**Question**

I have a table for tungsten in the A15 structure, the metastable form also called beta tungsten. The atoms keep their places in the cube while its volume changes. I have covered the results of two rows, one inside the computed range and one beyond its stretched end. Can their pressures and energies be worked out from the other seven rows, and how far should I trust the answer?

Ansatz 0.2.0, scalar-relativistic PBEsol with plane waves and PAW, without spin polarization: A15 tungsten, 8-atom cubic cell, atoms fixed at each volume. Cutoff 420 eV, 8×8×8 k mesh, Gaussian smearing of 0.1 eV. Energies are taken at zero smearing, relative to tungsten's standard crystal in the same functional; pressure is positive in compression.

```
volume (Å³/atom)  shortest distance (Å)  energy over elements (eV/atom)  pressure (GPa)
          14.016                  2.696                           0.378           52.93
          14.494                  2.726                               ?               ?
          14.972                  2.756                           0.158           22.40
          15.450                  2.785                           0.110           10.33
          15.927                  2.813                           0.095            0.00
          16.405                  2.841                           0.108           -8.83
          16.416                  2.841                           0.109           -9.02
          16.883                  2.868                           0.146          -16.37
          17.520                  2.904                               ?               ?
```

I first drew a straight line of pressure against volume through the middle rows, but it misses the outer ones. Why is the metal so much harder to squeeze than to stretch?

**Answer**

Start at the row where the pressure vanishes, 15.927 Å³/atom. There the energy is lowest for this density functional. It still lies 0.095 eV/atom above the reference, which is ordinary body-centred cubic tungsten, so this phase is not the most stable one. That offset is common to all the rows and plays no part in how the energy changes with volume.

**Why the line bends**

At the minimum two tendencies balance. Tungsten's d electrons fill about half of their band, mostly levels that bind the atoms, and this bonding gains strength as the atoms approach. Against it stands the repulsion between filled inner shells and the rising kinetic energy of confined electrons. This repulsion has the shorter range: it climbs steeply on compression and fades quickly on expansion, while the bonding changes more gently. The argument is general theory, since the table gives only the sum of the two.

The sum behaves as the argument says. Between the two smallest known volumes, each added Å³ per atom takes away about 32 GPa of pressure. Between 16.405 and 16.883 Å³/atom it takes away only about 16 GPa. The stiffness is therefore not one number but falls steadily as the metal expands.

A stretched diatomic molecule is a simpler case of the same kind. Its bond resists shortening more than lengthening, because repulsion has a shorter range than attraction. The likeness ends there: a molecule has one bond to stretch, whereas here all the contacts change together and the bonding electrons are shared by the whole crystal.

**Two numbers from two rows**

Let $V$ be the volume per atom, $V_0$ its value at the minimum, and $\varepsilon=(V-V_0)/V_0$ the relative change. For small changes the pressure is

$$P\approx -B\,\varepsilon+\tfrac12 B\,(B'+1)\,\varepsilon^2 .$$

Here $B$ is the bulk modulus, the resistance to a change of volume, and $B'$ tells how fast it grows with pressure. The rows 3 % on either side of the minimum supply both. The difference of their pressures gives $B\approx 319$ GPa, so a volume change of 1 % takes about 3 GPa, applied equally from all sides. Their imbalance, 10.33 GPa of pressure against 8.83 GPa of tension, gives $B'\approx 4.2$.

The second term has the same sign on both sides of the minimum. It adds to the pressure on squeezing and takes away from the tension on stretching. At 6 % it amounts to about $\tfrac12\times5.2\times0.06\approx0.16$ of the first term, so pressure and tension should stand as 1.16 to 0.84, a ratio near 1.4. The table has 22.40 against 16.37 GPa, which agrees. At a given relative change of volume, and to this order, the lopsidedness thus depends on $B'$ alone: a softer metal with the same $B'$ would show the same ratio at smaller pressures.

**A curve for larger changes**

At 10 % the next terms of the series matter, and a physical form for the whole curve is safer. Vinet's equation assumes that the binding energy follows one simple shape, a well with a steep inner wall and a gentle outer slope. With $y=(V/V_0)^{1/3}$, the factor by which every length in the crystal is scaled, it reads

$$P=3B\,\frac{1-y}{y^2}\,e^{\eta(1-y)},\qquad \eta=\tfrac32(B'-1).$$

The equation also shows that part of the bend is plain geometry. With $\eta=0$ the well would be symmetric in length, yet $B'$ would still be 1 and the pressure curve would still bend, for two reasons. In a stretched crystal the same restoring force is spread over a larger surface, and each further step in volume lengthens the contacts by a little less. Of the 5.2 found above for $B'+1$, geometry thus supplies 2, and the uneven well supplies the rest.

I fixed the zero of pressure at 15.927 Å³/atom and fitted $B$ and $\eta$ to the pressures of the seven known rows. The result is $B=318$ GPa and $\eta=4.8$, hence $B'=4.2$, in accord with the estimate from two rows.

The scale factor $y$ also avoids a trap in the column "shortest distance". That distance is not the shortest in this structure. Some atoms form chains along the cube axes, and at the minimum their neighbours are 2.516 Å apart, against the printed 2.813 Å. Both distances scale by the same $y$, so the curve doesn't depend on which one is chosen.

Here is the stretched row in full, which was not part of the fit. At 17.520 Å³/atom the volume is 10 % above the minimum, so $y=1.10^{1/3}=1.0323$ and $1-y=-0.0323$. The exponential is $e^{-0.155}=0.856$. Then

$$P=3\times318\times\frac{-0.0323}{1.0656}\times0.856\approx-24.8\ \text{GPa}.$$

A constant stiffness would have given about −32 GPa, so the softening removes more than a fifth of the tension.

The energy follows from the pressure, because the work of changing the volume is the area under the pressure curve. I fitted the known energies with this work times a scale factor, plus a constant. The factor comes out as 1.00, as it must if stresses and energies belong together. That is a check on the consistency of the calculation, not on whether the functional describes real tungsten well.

**The predictions**

- **14.494 Å³/atom:** pressure 36.46 ± 0.05 GPa, energy 0.245 ± 0.001 eV/atom.
- **17.520 Å³/atom:** pressure −24.76 ± 0.15 GPa, energy 0.229 ± 0.002 eV/atom.

The second row is further from the minimum than the first, 10 % against 9 %. Even so, it should have the smaller stress in magnitude and the lower energy, because stretching meets the softer side of the well. The tension should still be growing beyond 16.883 Å³/atom.

The error bars are my judgement, guided by a second fit. The Birch–Murnaghan equation also has two constants but bends differently. Fitted to the same rows, it differs from Vinet's curve by 0.04 GPa at the inner row and 0.11 GPa at the outer one. Extrapolation also relies on the metal staying in the same state, so the outer bars are wider.

**The computed values**

The withheld rows as computed:

```
volume (Å³/atom)  shortest distance (Å)  energy over elements (eV/atom)  pressure (GPa)
          14.494                  2.726                           0.245           36.49
          17.520                  2.904                           0.228          -24.71
```

All four values fall within their ranges, and the order of the two rows is as predicted. The stretched cell has the lower energy, 0.228 against 0.245 eV/atom, although its volume has changed more. Its tension has also grown beyond that of the last known row.

The inner pressure is 0.03 GPa above the prediction, a hit that deserves modest credit. The row lies between known neighbours on a smooth curve, where most sensible forms would do well. My range there was also rather tight: when each known row is left out of the fit in turn, the typical miss is about 0.07 GPa, though that figure includes the end rows, which then have to be extrapolated.

The outer row is the harder test. The metal pulls back with 24.71 GPa, about 0.05 GPa less than predicted, so it softens slightly more than the fitted curve allows. The fit doesn't settle the cause. Even among the known rows the curve isn't exact: its worst miss, about 0.03 GPa, is at 14.972 Å³/atom. Small errors in the form and its two constants can grow outside the fitted range.

The Birch–Murnaghan curve errs in the same direction by roughly 0.15 GPa, about the whole margin I allowed. Its fitted constants correspond to $B'\approx4.1$, a little less than Vinet's 4.2, and a smaller $B'$ means less softening on expansion. That is only part of the reason: even with equal constants the two equations are expected to drift apart at this volume, because their higher terms differ. The choice of equation hardly matters between known rows, but it begins to show one step outside them.

The success concerns an ideal crystal whose atoms stay on their sites. Equal stresses along the three axes follow from the cubic symmetry, so they don't show that the stretched crystal would resist a change of shape. The curve gives the cost of changing the volume of this phase, not the load at which a real piece would distort or break.

The fits to the seven known rows, with the misses for both covered rows, are in the output below.

The analysis program printed:

```
Bulk modulus from the two rows 3 % either side of the minimum, GPa: 319.5
Pressure derivative of the bulk modulus from the same rows, no unit: 4.223
Pressure lost per volume gained between 14.016 and 14.972, GPa per Å³/atom: 31.94
Pressure lost per volume gained between 16.405 and 16.883, GPa per Å³/atom: 15.77
Energy cost of 6 % compression, eV/atom: 0.063
Energy cost of 6 % expansion, eV/atom: 0.051
Volume change of row 14.494 from the minimum, %: -8.997
Volume change of row 17.520 from the minimum, %: 10
Pressure at 14.494 if stiffness were constant, GPa: 28.75
Pressure at 17.520 if stiffness were constant, GPa: -31.96
fit of pressure on 7 rows: coefficient of 3*u/y**2*exp(s*u) 318 +/- 0.1, s 4.8; rms 0.017, worst 14.972 -0.0306, leave-one-out rms 0.0691
  rows outside the fit (model, value, miss): 14.494 36.46, 36.49, -0.0251; 17.52 -24.76, -24.71, -0.0469
fit of pressure on 7 rows: coefficient of f 317.7 +/- 0.42, coefficient of f*d 34.32 +/- 5.4; rms 0.0354, worst 14.972 -0.0681, leave-one-out rms 0.151
  rows outside the fit (model, value, miss): 14.494 36.43, 36.49, -0.0641; 17.52 -24.86, -24.71, -0.155
Vinet less Birch-Murnaghan at 14.494, GPa: 0.03898
Vinet less Birch-Murnaghan at 17.520, GPa: 0.1077
fit of energy_over_elements on 7 rows: constant 0.0948 +/- 0.00011, coefficient of work 1 +/- 0.00096; rms 0.000199, worst 16.405 0.00032, leave-one-out rms 0.000451
  rows outside the fit (model, value, miss): 14.494 0.2452, 0.245, 0.00023; 17.52 0.2286, 0.228, 0.000623
Chain contact at the minimum, Å: 2.516
```
